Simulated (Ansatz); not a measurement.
# TiRh: pressure against volume per atom

Periodic Kohn-Sham DFT of a crystal at fixed atoms; pressure and stress are positive in compression; the energy is the free energy less that of spherical unpolarised free atoms; site moments are those in the method's own spheres, positive along +z. The results are calculated, by Ansatz 0.2.0.

Cell of the first row (space group P4/mmm, No. 123):
```
CELL_PARAMETERS angstrom
2.92700 0.00000 0.00000
0.00000 2.92700 0.00000
0.00000 0.00000 3.28160
ATOMIC_POSITIONS crystal
Ti 0.50000 0.50000 0.50000
Rh 0.00000 0.00000 0.00000
```

Settings of every row: method frozen-core PAW; functional PBEsol; relativity scalar; k mesh 11x11x10; filling fermi-dirac; smearing width 0.05 eV; wave cutoff 420 eV; paw set soft_2.

Atom start moment: 0 on all atoms.

Limits: PAW files made with PBE.

```csv
row,volume per atom (Å³),pressure (GPa)
1,14.057,6.076
2,14.356,1.326
3,14.656,-2.922
4,14.805,-4.874
5,14.955,?
6,15.104,-8.464
7,15.254,-10.112
8,15.553,-13.142
9,15.852,-15.844
```

Question: what pressure should row 5 give?

Worked fit of pressure. Take u = (V_r/V)^(2/3) − 1 with V_r = 14.954 Å³ an atom, which is twice the finite (Eulerian) strain; such expansions in the strain, on which the Birch-Murnaghan equation of state is built, carry the rest volume and the bulk modulus. The shown rows have u = 0.0421, 0.02758, 0.01351, 0.0067, -0.00663, -0.01315, -0.02584, -0.03813. Least squares give pressure = −6.7113 + 269.127 × u + 797.98 × u² + 559 × u³ GPa; a parabola predicts inner rows, each left out in turn, worse (root mean square 0.01 against 0.0056 GPa). The rows lie off it by 0.001, -0.004, 0.006, -0.002, -0.003, 0.002, 0.000, 0.000 (root mean square 0.003 GPa). The pressure vanishes at u = 0.0233, or V = 14.45 Å³ an atom, and there the bulk modulus at fixed shape and fractions is B = −V dP/dV = (2/3)(1 + u) dP/du = 210 GPa. Letting shape and atoms relax would as a rule lower it, by much in layered, chain or molecular crystals. The withheld row has u = -4e-05, so the fit gives −6.7113 + 269.127 × (-4e-05) + 797.98 × (-4e-05)² + 559 × (-4e-05)³ = -6.722 GPa.

The calculation gave -6.719 GPa. The fit lies 0.003 GPa (0.014 % of the column's range) below it; its largest miss of a shown row is 0.006 GPa.
